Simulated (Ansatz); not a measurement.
A film clamped to a substrate in Bi2Te3

These are results of DFT PBEsol, scalar-relativistic, plane waves, PAW in Ansatz 0.2.0, not measurements. Settings: plane waves to 420 eV, k-mesh 12×12×12 (Γ-centred), Gaussian smearing 0.15 eV. Spin–orbit coupling is left out, which can shift energies with elements as heavy as these. No spin polarisation. Energies are free energies at this smearing, counted from the undisturbed cell; pressure is positive in compression.

Zero of the scan (relaxed at this level):

```
Bi Te
1.0
     2.24191    1.29437    9.24375
    -2.24191    1.29437    9.24375
     0.00000   -2.58874    9.24375
Bi Te
2 3
Direct
  0.80607 0.80607 0.80607
  0.40396 0.40396 0.40396
  0.60499 0.60499 0.60499
  0.20581 0.20581 0.20581
  0.00417 0.00417 0.00417
```

The cell (5 atoms, V0 = 160.94 Å³) is strained by p along both x and y and by q along z, fractional coordinates fixed. τp = (1/V0) ∂E/∂p = (σxx + σyy)(1 + p)(1 + q) and τq = (1/V0) ∂E/∂q = σzz(1 + p)², with tension positive.

```csv
p,q,ΔE (meV/atom),τp (GPa),τq (GPa)
0.000,0.000,0.00,-0.04,-0.01
-0.050,0.000,63.38,-13.28,-6.59
0.050,0.000,49.90,9.44,4.34
0.000,-0.050,15.79,-5.95,-3.16
0.000,0.050,14.31,4.80,2.81
```

Question: Get the second derivatives of the energy density.

Answer: Central differences give A = ∂τp/∂p = 227 GPa (C11 + C22 + 2 C12), C = ∂τq/∂q = 60 GPa (C33) and the cross term B = ∂τq/∂p = 109 GPa (C13 + C23); ∂τp/∂q = 108 GPa must equal B, and any difference shows higher-order terms. Steps this large leave an error of some per cent of A or C in all of these, which can swamp a small B. The ions are clamped.

Question: A film of this crystal grows with z along the normal on a substrate that imposes p. How does its thickness respond, and what does the misfit cost?

Answer: Count p and q from the stress-free cell. A free surface needs τq = 0, so q = −(B/C) p = -1.83 p. The energy density left is (A − B²/C) p²/2 = M p², with the biaxial modulus M = 13.7 GPa (a small difference of large numbers, so errors of a few per cent in A, B and C become tens of per cent in M); a misfit of 1 % costs 0.28 meV/atom, against 2.28 meV/atom if the thickness were held.

Forces appear on the atoms along this scan, and letting them relax would lower the energy and soften the response. In a metal these slopes depend on the k mesh and the smearing.

Cost: 10 runs of about 9.8 core-minutes in all, on Intel Xeon 6975P-C (Granite Rapids) (shared hosts).

The film keeps its misfit energy low by changing thickness: the response of -1.83 p is close to the -2 p that would conserve volume, so mostly shear remains. The coordinates suggest why. Along z the planes are almost evenly spaced and run Te–Te–Te–Bi–Bi, a stacking close to simple cubic seen along its body diagonal. In such a p-bonded network, stretching the plane while thinning the film mainly bends the near-right angles between bonds, which costs far less than changing bond lengths.

This is not the well-known tetradymite form of Bi2Te3, in which Te–Bi–Te–Bi–Te quintuple layers are separated by van der Waals gaps. There the in-plane stiffness is much less compensated by thickness changes, and the biaxial modulus is well above the 13.7 GPa found here. The starting structure is the likely cause of the disagreement, since ionic relaxation within this stacking could only lower the modulus further. The results therefore describe a different atomic ordering and don't support misfit estimates for ordinary Bi2Te3 films.
